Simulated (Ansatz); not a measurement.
# Ligand exchange: Cd(CH3)Cl + C2Cl2F4 → Cd(CH3)F + C2Cl3F3

Species: Cd(CH3)Cl, singlet; C2Cl2F4 (dichlorotetrafluoroethane) `FC(F)(Cl)C(F)(F)Cl`, singlet; Cd(CH3)F, singlet; C2Cl3F3 (1,1,2-trichlorotrifluoroethane) `FC(F)(Cl)C(F)(Cl)Cl`, singlet. The partners trade Cl for F: Cd–Cl and C–F bonds give way to Cd–F and C–Cl.

Shapes, held fixed at every level: PBE0-D4/def2-TZVP. Flexible molecules stand in one conformer, not always the lowest. Programs: Ansatz 0.2.0. The zero-point and thermal change to 298 K, harmonic and unscaled (PBE0-D4/def2-TZVP), is -2.8 kJ/mol.

```tsv
level	kind	ΔH(298 K) (kJ/mol)	less CCSD(T)/def2-TZVPP
PBE0-D4/def2-TZVPP	global hybrid	+103.8	+2.4
r2SCAN0-D4/def2-TZVPP	global hybrid	+111.5	+10.1
wB97M-V/def2-TZVPP	range-separated hybrid	+102.6	+1.2
B2PLYP/def2-TZVPP	double hybrid	+99.4	-2.0
MP2/def2-SVP	perturbation theory	+111.6	+10.2
CCSD(T)/def2-SVP	coupled cluster or CI	+116.1	+14.7
CCSD(T)/def2-TZVPP	coupled cluster or CI	+101.4	0.0
```

The highest level, CCSD(T)/def2-TZVPP, gives ΔH(298 K) = +101.4 kJ/mol; the levels span +99.4 to +116.1. The column of differences is taken from that level and isn't an error. No measured value is set beside it here. For atoms past krypton def2 sets carry core potentials with scalar relativity. Correlated rows may include outer-core shells of Cd, which these sets cover unevenly.

Every level makes the exchange strongly endothermic, so in the gas phase chlorine stays on cadmium and fluorine on carbon. Fluorine does bind cadmium more strongly than chlorine does, but that gain is too small to repay the loss of a C–F bond for a weaker C–Cl bond. Carbon's compact valence orbitals overlap well with fluorine 2p, whereas soft, polarisable cadmium discriminates less between the halides. Breaking up a CF2Cl group probably adds to the cost, since geminal fluorines stabilise each other.

The sign is secure, the exact magnitude less so. Enlarging the basis lowers the CCSD(T) value from +116.1 to +101.4 kJ/mol, probably because the small set poorly describes the more anionic fluorine in the polar Cd–F bond. The closeness of MP2/def2-SVP to r2SCAN0-D4 is therefore no mutual confirmation. The result for isolated molecules doesn't carry over to condensed phases, where fluoride bridging between cadmium centres could offset part of the cost.
